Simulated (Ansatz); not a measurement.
C: the change of pressure and energy above lowest point with volume per atom

All results are calculated (Ansatz 0.2.0 development build). Equation of state of a cubic crystal from periodic Kohn-Sham density functional theory without spin; pressure corrected for the finite basis.

Cell of the first row (space group Fd-3m, No. 227):
```
cell vectors (Å)
   0.0000     1.7496     1.7496
   1.7496     0.0000     1.7496
   1.7496     1.7496     0.0000
atoms (fractions of the cell vectors)
C   0.00000  0.00000  0.00000
C   0.25000  0.25000  0.25000
```

Settings of every row: formula C; structure type diamond; functional PBE; spin treatment none; k mesh 26x26x26; occupation method fermi-dirac; occupation width 0.061225619 eV; wave cutoff 700 eV; datasets hard PAW; density cutoff ratio 4.

Limits: the SCF threshold is loose for a stress in some rows.

| row | volume per atom (Å³) | pressure (GPa) | energy above lowest point (meV/atom) |
| --- | --- | --- | --- |
| 1 | 5.356 | 29.803 | 30.05 |
| 2 | 5.47 | 18.837 | 12.82 |
| 3 | 5.584 | 8.86 | 3.02 |
| 4 | 5.698 | -0.22 | 0 |
| 5 | 5.812 | ? | ? |
| 6 | 5.926 | -16.006 | 11.89 |
| 7 | 6.04 | -22.85 | 25.75 |

Question: what pressure and energy above lowest point should row 5 give?

Worked fit of pressure. Take u = (V_r/V)^(2/3) − 1 with V_r = 5.641 Å³ an atom, which is twice the finite (Eulerian) strain; such expansions in the strain, on which the Birch-Murnaghan equation of state is built, carry the rest volume and the bulk modulus. The shown rows have u = 0.03517, 0.02073, 0.00679, -0.00668, -0.03232, -0.04454. Least squares give pressure = 4.2144 + 673.898 × u + 1509.02 × u² + 483 × u³ GPa; a parabola predicts inner rows, each left out in turn, worse (root mean square 0.0091 against 0.00015 GPa). All shown rows lie on it to the printed digit. The pressure vanishes at u = -0.0063, or V = 5.695 Å³ an atom, and there the bulk modulus at fixed shape and fractions is B = −V dP/dV = (2/3)(1 + u) dP/du = 434 GPa. The withheld row has u = -0.01971, so the fit gives 4.2144 + 673.898 × (-0.01971) + 1509.02 × (-0.01971)² + 483 × (-0.01971)³ = -8.486 GPa.

The calculation gave -8.485 GPa. The fit lies 0.001 GPa (0.0019 % of the column's range) below it, one unit of the last digit.

Worked fit of energy above lowest point. Take u = (V_r/V)^(2/3) − 1 with V_r = 5.641 Å³ an atom, which is twice the finite (Eulerian) strain; such expansions in the strain, on which the Birch-Murnaghan equation of state is built, carry the rest volume and the bulk modulus. The shown rows have u = 0.03517, 0.02073, 0.00679, -0.00668, -0.03232, -0.04454. Least squares give energy above lowest point = 0.707 + 222.52 × u + 17495.7 × u² − 2802 × u³ meV/atom; a parabola predicts inner rows, each left out in turn, worse (root mean square 0.053 against 0.01 meV/atom). The rows lie off it by 0.00, 0.01, 0.00, 0.00, 0.00, 0.00. Its lowest point lies at u = -0.0063, or V = 5.695 Å³ an atom, and the curvature there gives the bulk modulus at fixed shape and fractions, B = (4/9)(1 + u)² E″(u)/V = 433 GPa. The withheld row has u = -0.01971, so the fit gives 0.707 + 222.52 × (-0.01971) + 17495.7 × (-0.01971)² − 2802 × (-0.01971)³ = 3.14 meV/atom.

The calculation gave 3.14 meV/atom. The fit meets it to the printed digit.
